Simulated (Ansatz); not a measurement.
CeO2: pressure and energy above lowest point against volume per atom

All results are calculated (Ansatz 0.2.0 development build). Equation of state of a cubic crystal from periodic Kohn-Sham density functional theory without spin; pressure corrected for the finite basis.

Cell of the first row (space group Fm-3m, No. 225):
```
cell vectors (Å)
   0.0000     2.6574     2.6574
   2.6574     0.0000     2.6574
   2.6574     2.6574     0.0000
atoms (fractions of the cell vectors)
Ce  0.00000  0.00000  0.00000
O   0.25000  0.25000  0.25000
O   0.75000  0.75000  0.75000
```

Settings of every row: formula CeO2; structure type fluorite; functional r2SCAN; spin treatment none; k mesh 11x11x11; occupation method fermi-dirac; occupation width 0.1 eV; wave cutoff 1050 eV; datasets hand-made PAW; density cutoff ratio 8; xc grid level 2.

Limits: the SCF threshold is loose for a stress in some rows.

```csv
row,volume per atom (Å³),pressure (GPa),energy above lowest point (meV/atom)
1,12.51,15.43,40.14
2,12.918,?,?
3,13.326,1.116,0
4,13.734,-4.459,4.45
5,14.142,-9.186,21.99
```

Question: what pressure and energy above lowest point should row 2 give?

Worked fit of pressure. Take u = (V_r/V)^(2/3) − 1 with V_r = 13.53 Å³ an atom, which is twice the finite (Eulerian) strain; such expansions in the strain, on which the Birch-Murnaghan equation of state is built, carry the rest volume and the bulk modulus. The shown rows have u = 0.05364, 0.01018, -0.00993, -0.02906. Least squares give pressure = −1.789 + 277.812 × u + 804.99 × u² GPa; a straight line predicts inner rows, each left out in turn, worse (root mean square 0.84 against 0.019 GPa). The rows lie off it by 0.001, -0.007, 0.009, -0.004 (root mean square 0.0061 GPa). The pressure vanishes at u = 0.0063, or V = 13.4 Å³ an atom, and there the bulk modulus at fixed shape and fractions is B = −V dP/dV = (2/3)(1 + u) dP/du = 193 GPa. The withheld row has u = 0.03134, so the fit gives −1.789 + 277.812 × (0.03134) + 804.99 × (0.03134)² = 7.708 GPa.

The calculation gave 7.687 GPa. The fit lies 0.021 GPa (0.085 % of the column's range) above it; its largest miss of a shown row is 0.009 GPa.

Worked fit of energy above lowest point. Take u = (V_r/V)^(2/3) − 1 with V_r = 13.53 Å³ an atom, which is twice the finite (Eulerian) strain; such expansions in the strain, on which the Birch-Murnaghan equation of state is built, carry the rest volume and the bulk modulus. The shown rows have u = 0.05364, 0.01018, -0.00993, -0.02906. Least squares give energy above lowest point = 0.433 − 221.51 × u + 17928.1 × u² meV/atom; a straight line predicts inner rows, each left out in turn, worse (root mean square 19 against 0.1 meV/atom). The rows lie off it by 0.01, -0.04, 0.05, -0.02 (root mean square 0.034 meV/atom). Its lowest point lies at u = 0.0062, or V = 13.41 Å³ an atom, and the curvature there gives the bulk modulus at fixed shape and fractions, B = (4/9)(1 + u)² E″(u)/V = 193 GPa. The withheld row has u = 0.03134, so the fit gives 0.433 − 221.51 × (0.03134) + 17928.1 × (0.03134)² = 11.10 meV/atom.

The calculation gave 10.98 meV/atom. The fit lies 0.12 meV/atom (1.1 % of the value, 0.3 % of the column's range) above it; its largest miss of a shown row is 0.05 meV/atom.
